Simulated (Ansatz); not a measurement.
# The atomisation energy (no zero-point term) down a group: C to Sn

One atom is swapped for its congeners: CF4 `FC(F)(F)F`; SiF4 `F[Si](F)(F)F`; GeF4 (tetrafluorogermane) `[F][Ge]([F])([F])[F]`; SnF4 `[F][Sn]([F])([F])[F]`. All are singlets with charge 0.

Shapes, held fixed at every level: PBE0-D4/def2-TZVP. Programs: Ansatz 0.2.0. Values in eV.

```csv
level,CF4,SiF4,SnF4
HF/def2-SVP,13.96,17.41,10.49
HF/def2-TZVPP,13.61,18.58,11.33
SPW92/def2-TZVPP,25.98,28.35,21.44
PBE0-D4/def2-TZVPP,20.82,24.09,17.29
wB97X-V/def2-TZVPP,20.80,24.56,17.94
CCSD(T)/def2-TZVPP,20.08,24.10,17.23
```

Estimate the column for GeF4 from its neighbours.

The mean of the neighbours at CCSD(T)/def2-TZVPP is 20.66 eV, against 19.57 from the run: the member lies nearer Sn. All rows: HF/def2-SVP 13.12; HF/def2-TZVPP 13.66; SPW92/def2-TZVPP 23.71; PBE0-D4/def2-TZVPP 19.42; wB97X-V/def2-TZVPP 19.97; CCSD(T)/def2-TZVPP 19.57 eV. At CCSD(T)/def2-TZVPP the atomisation energy isn't monotonic: it is largest for Si and smallest for Sn (24.10 and 17.23 eV). 5 of 6 levels show this order throughout; 6 agree on the largest and the smallest. For atoms past krypton def2 sets carry core potentials with scalar relativity. Relativity is left out for Ge unless named. Correlated rows may include outer-core shells of Ge, Sn, which these sets cover unevenly. Spin-orbit coupling, which grows down the group, is left out (summed over each molecule's free atoms 0.07, 0.09, 0.19, 0.37 eV).

Silicon forms the most strongly bound tetrafluoride and tin the least at every level. The order of the middle pair is less secure: CF4 lies above GeF4 except in HF/def2-TZVPP, where the two nearly coincide (13.61 and 13.66 eV). The maximum at silicon probably reflects two gains over carbon: a more electropositive centre, which makes the bonds more polar, and a larger one, which eases repulsion between the fluorines. Further down, longer bonds and more diffuse valence orbitals weaken both overlap and electrostatic attraction.

Germanium's position below the mean of its neighbours fits its filled 3d shell, which screens the nucleus poorly. The 4s electrons are therefore held more tightly than a smooth extrapolation from silicon would suggest, and are costlier to engage in four polar bonds. Hartree-Fock gives much smaller atomisation energies than CCSD(T), probably because it misses the correlation gained on pairing electrons in bonds. These energies describe isolated molecules and don't measure the cohesion of solid SnF4, in which fluorines bridge the tin centres.
